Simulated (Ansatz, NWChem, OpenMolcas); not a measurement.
**Errors in the atomisation enthalpy at 298 K**

6 molecules of light elements (H to F); the atomisation enthalpy at 298 K in kJ/mol, computed less measured. Shapes, held fixed at every level: PBE0-D4/def2-TZVP. Flexible molecules stand in one conformer, not always the lowest. Thermal terms are harmonic and unscaled (PBE0-D4/def2-TZVP); the spin-orbit lowering of the free atoms is taken from their spectra. Programs: Ansatz 0.2.0, NWChem 7.3.0, OpenMolcas 26.06. A level may come from different programs for different species; with the same settings they agree closely. Measured values: Active Thermochemical Tables, CRC Handbook of Chemistry and Physics.

Levels: A = HF/STO-3G; B = SVWN5/cc-pVDZ; C = SPW92/def2-TZVPP; D = MP2/cc-pVDZ.

| molecule | from tabulated heats | A | B | C | D |
| --- | --- | --- | --- | --- | --- |
| HF (hydrogen fluoride) | 570 | -283 | +47 | +81 | -52 |
| C2H3F3 (SMILES CC(F)(F)F) | 3070 | -741 | +585 | +596 | -161 |
| C3H6 (propene) | 3438 | -286 | +408 | +456 | -222 |
| C2H7N (SMILES CCN) | 3480 | -442 | +437 | +494 | -269 |
| C4H6 (2-butyne) | 4030 | -417 | +509 | +573 | -245 |
| C3H7F (2-fluoropropane) | 4049 | -347 | +556 | +603 | -241 |

(1) Sum up the errors.

Results:

(1) 
```tsv
level	kind	mean error	mean absolute error	worst case
HF/STO-3G	Hartree–Fock	-419.3	419.3	C2H3F3
SVWN5/cc-pVDZ	LDA	+423.7	423.7	C2H3F3
SPW92/def2-TZVPP	LDA	+467.2	467.2	C3H7F
MP2/cc-pVDZ	perturbation theory	-198.3	198.3	C2H7N
```

On this set MP2/cc-pVDZ has the smallest mean absolute error and SPW92/def2-TZVPP the largest. HF/STO-3G is too low in 6 of 6; SVWN5/cc-pVDZ is too high in 6 of 6; SPW92/def2-TZVPP is too high in 6 of 6; MP2/cc-pVDZ is too low in 6 of 6. The heats of C2H3F3 come from older tables and can be uncertain by 10 kJ/mol or more. The tabulated value of C3H7F is in doubt (older tables, estimates, or at odds with other calculations) and kept here. Over the 5 molecules whose values aren't doubted the mean absolute errors are A 433.8; B 397.2; C 440.0; D 189.8. Hartree–Fock lacks correlation and underbinds. Rows in very small basis sets show the basis more than the method. Correlated wave functions converge slowly with the basis. The set is small.

Both local-density levels overbind every molecule, and they do so because the local approximation describes the strongly inhomogeneous densities of free atoms worse than the smoother density of a molecule. The atoms therefore lie too high in energy relative to the bonded system, and the error accumulates over many bonds: it is +47 kJ/mol for hydrogen fluoride but +408 for propene with SVWN5/cc-pVDZ. The two functionals are nearly equivalent parametrisations of the same electron gas, so the larger overbinding of SPW92/def2-TZVPP in every row probably reflects its more flexible basis. The lower mean error of SVWN5/cc-pVDZ is then a partial cancellation, not better physics.

The deficit of HF/STO-3G for hydrogen fluoride, about half the binding, suggests that a minimal basis also fails to let fluorine's valence shell expand and polarise as it gains charge. The lead of MP2 holds for these combinations of method and basis only. Errors in complete atomisation say little about reactions that conserve bond types, where much of them would cancel.
